**Q:** If I add functions to a basis set, the total energy goes down. Does the atomization energy of P₂ then get steadily better?

**A:** It does not, as the start of this series shows.

Ansatz 0.2.0, unrestricted CAM-B3LYP without relativity: atomization energy of P₂ (neutral singlet) in a series of basis sets, counted from its cc-pV(Q+d)Z value. The bond length is held at 1.93 Å, from MP2(full)/6-31G*, and the functions are counted for the whole molecule.

| basis | functions | atomization energy less its quadruple-zeta value (kJ/mol) |
| --- | --- | --- |
| STO-3G | 18 | 33.20 |
| 6-31G | 26 | -157.80 |
| 6-31Gstar | 38 | -35.50 |
| cc-pV(D+d)Z | 46 | -13.40 |
| cc-pV(T+d)Z | 78 | -1.40 |
| cc-pV(Q+d)Z | 128 | 0.00 |

The column to read is the atomization energy less its quadruple-zeta value. A positive entry means that P₂ is bound more strongly than in the largest set. STO-3G binds it too strongly by 33 kJ/mol, and 6-31G too weakly by 158. Only from 6-31G onwards does each larger set come closer to the last row.

**Q:** How can a better basis give a worse answer?

**A:** The atomization energy is a difference, D = 2E(P) − E(P₂), where E is a total energy. Each total energy lies too high in a small basis, but the two errors need not be equal. Counted from quadruple-zeta, the error in D is the error of the two atoms less that of the molecule. For 6-31G this is 176 − 334 = −158 kJ/mol: the molecule is described much worse than the atoms, so the bond looks too weak.

This relation is exact and has no fitted constant. The output below the text applies it to every row. It shows where an error sits, and chemistry has to say why.

**Q:** Then why does 6-31G treat the molecule so much worse?

**A:** It has no d functions on phosphorus. The free atom hardly needs them: its three parallel 3p electrons form a spherical shell, and in a spherical atom d functions do not mix into s and p orbitals. In P₂ the neighbour breaks that symmetry. The 3p lobes that form the triple bond can then lean towards the other atom, and it takes some d character to bend them.

A hydrogen atom in a weak electric field shows the same principle. With s functions alone its electron cloud stays centred on the nucleus, and only an added p function lets it shift. The analogy tells which kind of function is needed. It does not give the energy, because a chemical bond is neither weak nor an outside field.

**Q:** Can you put a number on this bending?

**A:** Compare 6-31G with 6-31Gstar, which adds six functions per atom. Five of them are true d functions, and the sixth combination is round like an s function. By symmetry only the round one can help the free atom, and the two atoms together indeed gain just 15 kJ/mol. The molecule gains 137.

Suppose that the round function helps the molecule as much as it helps the atoms. The true d functions then contribute 137 − 15 = 122 kJ/mol to the bond. That equals the rise in atomization energy between the two rows, as it must under this assumption. The whole step removes a little over three quarters of the 6-31G shortfall. If the supposition is roughly right, polarization by d functions is therefore the main part of the story. One d set still leaves the bond 35.5 kJ/mol too weak.

**Q:** But STO-3G has no d functions either. Should it not bind too weakly as well?

**A:** By that argument it should, so another error must work the other way and outweigh the loss. Two causes are likely, though neither has been tested here. In so small a basis each atom can improve its own description by borrowing functions from its partner, which is called basis-set superposition error. The orbitals of STO-3G also have a fixed size, which may suit a bonded atom better than a free one. Both would favour the molecule.

A counterpoise calculation, in which each atom is computed with its partner's functions present, would measure the first effect.

**Q:** STO-3G gives about 490 kJ/mol, which is roughly the measured value as I recall it. Is that not a point in its favour?

**A:** It is an accident. In the quadruple-zeta set the same level gives 459.5 kJ/mol, so if you recall rightly, the error of STO-3G merely covers a shortfall that remains when the basis is good. That error is itself a small remainder. In STO-3G the molecule lies 20,625 kJ/mol above its quadruple-zeta energy, and the two atoms lie 20,658 above theirs. The error in the atomization energy is what remains when these two numbers are subtracted, less than a fifth of one per cent of either. Most of this cancellation is not luck: the inner electrons are described badly, but almost equally badly in the atom and in the molecule. The luck lies in the valence shell, where the lack of d functions weakens the bond and some other error strengthens it. Nothing ensures that these two will balance in the same way in another molecule.

**Q:** I would not normally have a quadruple-zeta result to compare with. What would warn me?

**A:** Take one step up in basis and see what moves. From STO-3G to 6-31G the atomization energy drops by 191 kJ/mol, although the molecular energy improves greatly. A value that changes so much was not settled, however well it agreed with experiment. The size of the error alone would mislead you, since STO-3G is slightly closer to the last row than 6-31Gstar is.

It is also worth checking that the electronic state stays the same. Here the molecule is a stable closed-shell singlet in every row, so no change in its state causes the jump. The free atoms deserve the same check, but their outputs are not shown here.

**Q:** Once d functions are included, can I judge the basis by how far the total energy still falls?

**A:** That would be too pessimistic. From 6-31Gstar to cc-pV(D+d)Z the molecule falls by 118 kJ/mol, but the atoms fall by 96, so the bond gains only 22. Most of the improvement concerns electrons that are much the same in the atom and in the molecule, and it cancels. What counts is the change in the difference. It shrinks to 12 kJ/mol from double- to triple-zeta and to 1.4 in the last step.

The zero in the last row is set by definition, so it does not prove that the basis limit has been reached. The small last step does suggest that little is left to gain.

**Q:** Would coupled cluster on the same molecule show the same pattern?

**A:** The need for d functions in the bond would remain, but convergence would be slower. A density functional needs the basis only to shape the orbitals. Coupled cluster also uses it to describe how electrons avoid one another at close range, and that takes functions of high angular momentum. The free atom would then profit from d functions too, so the clean contrast between atom and molecule would be lost.

**Q:** We grow phosphide semiconductors from P₂ vapour. What does this mean for computed surface reactions?

**A:** A basis without d functions can make the P₂ bond look much too easy to break. The new bonds between phosphorus and the surface may suffer a similar loss, but there is no guarantee that the two errors cancel. Use a polarized basis for both sides of the reaction, and repeat the decisive step with the next larger one.

Numerical output:

```
Energies in kJ/mol, errors counted from quadruple-zeta:
          row  atomization energy  molecule too high by  two atoms too high by
       STO-3G               492.7                 20625                  20658
        6-31G               301.7                 334.2                  176.4
    6-31Gstar                 424                 197.2                  161.7
  cc-pV(D+d)Z               446.1                 78.93                  65.53
  cc-pV(T+d)Z               458.1                 16.34                  14.94
  cc-pV(Q+d)Z               459.5                     0                      0
Share of the quadruple-zeta atomization energy missing in 6-31G (%): 34.34
Functions added per atom from 6-31G to 6-31G*: 6
Lowering of the molecule by the added d set (kJ/mol): 137
Lowering of the two atoms by the added d set (kJ/mol): 14.65
Gain in atomization energy by the added d set (kJ/mol): 122.3
Share of the 6-31G shortfall removed by the added d set (%): 77.5
Jump in atomization energy from STO-3G to 6-31G (kJ/mol): -191
STO-3G shift as share of its molecular error (%): 0.161
Lowering of the molecule from 6-31G* to cc-pV(D+d)Z (kJ/mol): 118.3
Lowering of the two atoms from 6-31G* to cc-pV(D+d)Z (kJ/mol): 96.18
Gain in atomization energy from 6-31G* to cc-pV(D+d)Z (kJ/mol): 22.1
Gain in atomization energy from double- to triple-zeta (kJ/mol): 12
Gain in atomization energy from triple- to quadruple-zeta (kJ/mol): 1.4
```
